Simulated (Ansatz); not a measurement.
**SiCl4 (silicon tetrachloride): methods side by side**

SiCl4: 5 atoms, total charge 0, spin state singlet. As SMILES, `Cl[Si](Cl)(Cl)Cl`. Geometry: optimised at wB97X-V/def2-SVP.

Each level gives the adiabatic electron affinity (to the doublet anion, shapes relaxed at wB97X-V/def2-SVP, no zero-point term) (eV). The values are calculated.

The electron affinity is E(neutral) − E(anion): positive where the electron is bound.

| level | kind | program | value (eV) | less CCSD(T)/def2-SVP |
| --- | --- | --- | --- | --- |
| HF/def2-SVP | Hartree–Fock | Ansatz | -0.13 | +0.10 |
| SVWN5/def2-SVP | LDA | Ansatz | 0.28 | +0.51 |
| BLYP/def2-SVP | GGA | Ansatz | 0.33 | +0.56 |
| r2SCAN/def2-SVP | meta-GGA | Ansatz | 0.55 | +0.78 |
| CAM-B3LYP/def2-SVP | range-separated hybrid | Ansatz | 0.34 | +0.57 |
| B2PLYP/def2-SVP | double hybrid | Ansatz | 0.12 | +0.35 |
| RPA@PBE/def2-SVP | RPA | Ansatz | -0.06 | +0.17 |
| CCSD(T)/def2-SVP | coupled cluster or CI | Ansatz | -0.23 | 0.00 |

Differences are taken from CCSD(T)/def2-SVP for orientation; it has basis-set and higher-order errors of its own. The values span -0.23 to 0.55 eV.

The sign of the electron affinity depends on the method: Hartree–Fock, RPA and CCSD(T) leave the anion above the neutral molecule, while every density functional, including the double hybrid, places it below. The spread doesn't simply follow the exact-exchange content, since BLYP and CAM-B3LYP nearly coincide at 0.33 and 0.34 eV, and r2SCAN rather than the LDA binds most strongly.

Silicon already has four strong polar bonds, so the added electron must enter an orbital with Si–Cl antibonding character. Bond weakening and distortion then offset much of the electrostatic gain from the electronegative chlorines, leaving a small balance that is sensitive to how each method treats correlation in intact and weakened bonds.

The negative CCSD(T) value is not good evidence that SiCl4 cannot bind an electron. def2-SVP lacks diffuse functions, which generally penalises the anion more than the neutral, so a more flexible basis would probably raise the affinity and could reverse its sign.
